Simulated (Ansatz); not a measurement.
**Ligand exchange: InH2(CH3) + KSH → InH2(SH) + CH3K**

Gas-phase species: InH2(CH3), singlet; KSH `[SH][K]`, singlet; InH2(SH), singlet; CH3K `[CH3][K]`, singlet. The partners trade CH3 for SH: In–CH3 and K–SH bonds give way to In–SH and K–CH3.

Shapes, held fixed at every level: PBE0-D4/def2-TZVP. Programs: Ansatz 0.2.0. Electronic energies: no zero-point or thermal term.

| level | kind | ΔE (kJ/mol) | less CCSD(T)/def2-TZVPP |
| --- | --- | --- | --- |
| PBE-D4/def2-TZVPP | GGA | +83.1 | -16.9 |
| r2SCAN-D4/def2-TZVPP | meta-GGA | +98.7 | -1.3 |
| B3LYP-D4/def2-TZVPP | global hybrid | +91.4 | -8.6 |
| B2PLYP/def2-TZVPP | double hybrid | +95.7 | -4.3 |
| MP2/def2-TZVPP | perturbation theory | +101.8 | +1.8 |
| CCSD(T)/def2-SVP | coupled cluster or CI | +89.6 | -10.4 |
| CCSD/def2-SVP | coupled cluster or CI | +93.8 | -6.2 |
| CCSD(T)/def2-TZVPP | coupled cluster or CI | +100.0 | 0.0 |

The highest level, CCSD(T)/def2-TZVPP, gives ΔE = +100.0 kJ/mol; the levels span +83.1 to +101.8. The column of differences is taken from that level and isn't an error. No measured value is set beside it here. For atoms past krypton def2 sets carry core potentials with scalar relativity. Outer-core shells of In, K are correlated, in sets that cover them unevenly.

The exchange is strongly uphill at every level, so in these isolated molecules methyl is better placed on indium and hydrosulfide on potassium. The main reason is the contrast between a polar covalent and a largely ionic bond. Potassium gives up most of its valence electron, which favours the ligand that makes the more stable anion. SH holds the negative charge far better than CH3, whose carbanion is a much stronger base. Indium shares electrons with either ligand, so its preference for sulfur over carbon is weaker and can't repay the cost of forming methylpotassium.

The sign is secure against the choice of method, the size less so. PBE gives the smallest energy, possibly because it describes the change in charge separation less evenly. Enlarging the basis moves CCSD(T) from +89.6 to +100.0 kJ/mol, a larger shift than the triples make in the smaller set. The closeness of r2SCAN and MP2 to the highest level therefore doesn't establish that either is the more accurate method for this exchange.
